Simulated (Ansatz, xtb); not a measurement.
Two isomers of AlGaH2O

Structure I: `[AlH2][O][Ga]`, a singlet. Structure II: `[Al][O][GaH2]`, a singlet. Both are isolated molecules in the gas phase, relaxed with PBE0-D4/def2-TZVP; the shapes shown needn't be the lowest conformers.

I (Å):

```xyz
5

Al   -2.0796    0.3042   -0.9243
Ga   -4.0651   -2.1263   -2.4384
O    -3.0404   -0.8714   -1.6560
H    -2.5435    0.9294    0.4567
H    -0.7363    0.7547   -1.6354
```

II (Å):

| atom | x (Å) | y (Å) | z (Å) |
| --- | --- | --- | --- |
| Al | -4.1655 | -1.2081 | -3.0952 |
| Ga | -2.0313 | 0.0767 | -0.6850 |
| O | -3.1264 | -0.5817 | -1.9212 |
| H | -2.6443 | 0.3004 | 0.7349 |
| H | -0.5653 | 0.3664 | -1.1417 |

Quicker runs give these differences E(II) − E(I): GFN2-xTB +3.000 eV; HF/STO-3G −0.110 eV (at GFN2-xTB geometries); r2SCAN-D4/def2-SVP +0.638 eV (at GFN2-xTB geometries).

Which of the two would you expect CCSD(T)/def2-TZVPP electronic energies to favour?

Structure I; the calculation gives E(II) − E(I) = +0.517 eV.

How the difference moves with the method:

```tsv
level	geometry	E(II) − E(I) (eV)	departure from the last row (eV)	job, with rough time for the two
GFN2-xTB	GFN2-xTB	+3.000	+2.483	optimisation, 0.46 s
HF/STO-3G	GFN2-xTB	−0.110	−0.627	single point, 2.5 s
r2SCAN-D4/def2-SVP	GFN2-xTB	+0.638	+0.121	single point, 4 s
PBE0-D4/def2-TZVP	PBE0-D4/def2-TZVP	+0.590	+0.073	optimisation, 37 s
HF/def2-TZVPP	PBE0-D4/def2-TZVP	+0.665	+0.148	part of the CCSD(T) run
MP2/def2-TZVPP	PBE0-D4/def2-TZVP	+0.542	+0.025	part of the CCSD(T) run
CCSD(T)/def2-TZVPP	PBE0-D4/def2-TZVP	+0.517		single point, 56 s
```

As drawn, II has 2 Ga–H in place of 2 Al–H.

HF/STO-3G puts the two in the other order. The largest departure from CCSD(T)/def2-TZVPP is that of GFN2-xTB, 2.483 eV.

With harmonic frequencies from PBE0-D4/def2-TZVP (ideal gas, rigid rotor, one conformer each, 298.15 K, 1 atm): on the last row, ΔE + ΔZPE = +0.523, ΔH = +0.523, ΔG = +0.530 eV.

The correlated steps freeze 15 core orbitals; the filled d shell of Ga is correlated, in a basis made for valence electrons. Programs: Ansatz 0.2.0, xtb 6.7.1; the last row on 2 threads of Intel(R) Xeon(R) Processor @ 2.50GHz (Skylake/Cascade Lake) on a shared host.

Structure I lies lower by 0.517 eV at the CCSD(T) level, and the thermal terms barely alter that. Both isomers keep one Al–O and one Ga–O link, so the difference reflects which metal carries the hydrides and which keeps its valence s pair. In formal terms, I joins Al(III) to Ga(I), while II joins Al(I) to Ga(III). The preference follows the group 13 pattern: the filled 3d shell screens the nuclear charge poorly, which holds gallium's 4s pair more tightly and makes it costlier to engage in bonding, while aluminium gains more from the trivalent state and forms the stronger bonds to hydrogen.

Hartree–Fock in the larger basis already favours I, so the ordering doesn't depend on electron correlation; the reversal with STO-3G probably comes from its minimal basis. The result ranks these two hydride placements only, and leaves open whether an isomer with one hydrogen on each metal, or with an O–H bond, lies lower still.
